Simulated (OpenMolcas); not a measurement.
# Predicting a hybrid from its neighbours: CH5Ge

CH5Ge: 7 atoms, total charge 0, spin state doublet. As SMILES, `[CH3][GeH2]`. Geometry: relaxed at PBE0-D4/def2-TZVP.

The vertical energy of the quartet above the doublet y, in eV, basis def2-TZVP; a is the functional's share of exact exchange. Programs: OpenMolcas 26.06.

| functional | program | a | y (eV) |
| --- | --- | --- | --- |
| UBLYP | OpenMolcas | 0 | 7.51 |
| U-revPBE | OpenMolcas | 0 | 7.50 |
| UB3LYP | OpenMolcas | 0.2 | ? |
| UPBE0 | OpenMolcas | 0.25 | 7.72 |
| UBHLYP | OpenMolcas | 0.5 | 7.94 |

Question: Fit y = c + s·a to the known rows and predict UB3LYP.

Answer: 
1. Means of the 4 rows: a = 0.1875, y = 7.668.
2. Σ(Δa)² = 0.17188, Σ(Δa·Δy) = 0.14938, so the slope is 0.14938/0.17188 = 0.86909.
3. Intercept: 7.668 − (0.86909) × 0.1875 = 7.505. The largest residual of the fit is 0.005.
4. UB3LYP: 7.505 + (0.86909) × 0.2 = 7.68 eV.

The run gave 7.72 eV, so the prediction is off by -0.04 eV, more than the largest residual. The rows mix families of semi-local functionals, which the line can't see.

The quartet lies far above the doublet with every functional, as expected for a saturated germyl-type radical. The unpaired electron sits mainly in a germanium lone-pair-like hybrid, and with no π bond or low-lying empty valence shell, a quartet requires uncoupling a σ pair and promoting one electron into an antibonding or diffuse orbital. The gap widens from the semi-local functionals to UBHLYP, probably because exact exchange increases the separation between occupied and empty levels by more than it stabilises the additional parallel spins.

UB3LYP matches UPBE0 at 7.72 eV despite its smaller share of exact exchange, so that share alone doesn't fix the gap. A line through UBLYP and UBHLYP alone would also fall short of the UB3LYP result, which points to the reduced gradient corrections and local correlation component in UB3LYP as a possible cause. As a vertical quantity, the gap doesn't show whether the quartet has a bound minimum or relaxes towards bond cleavage.
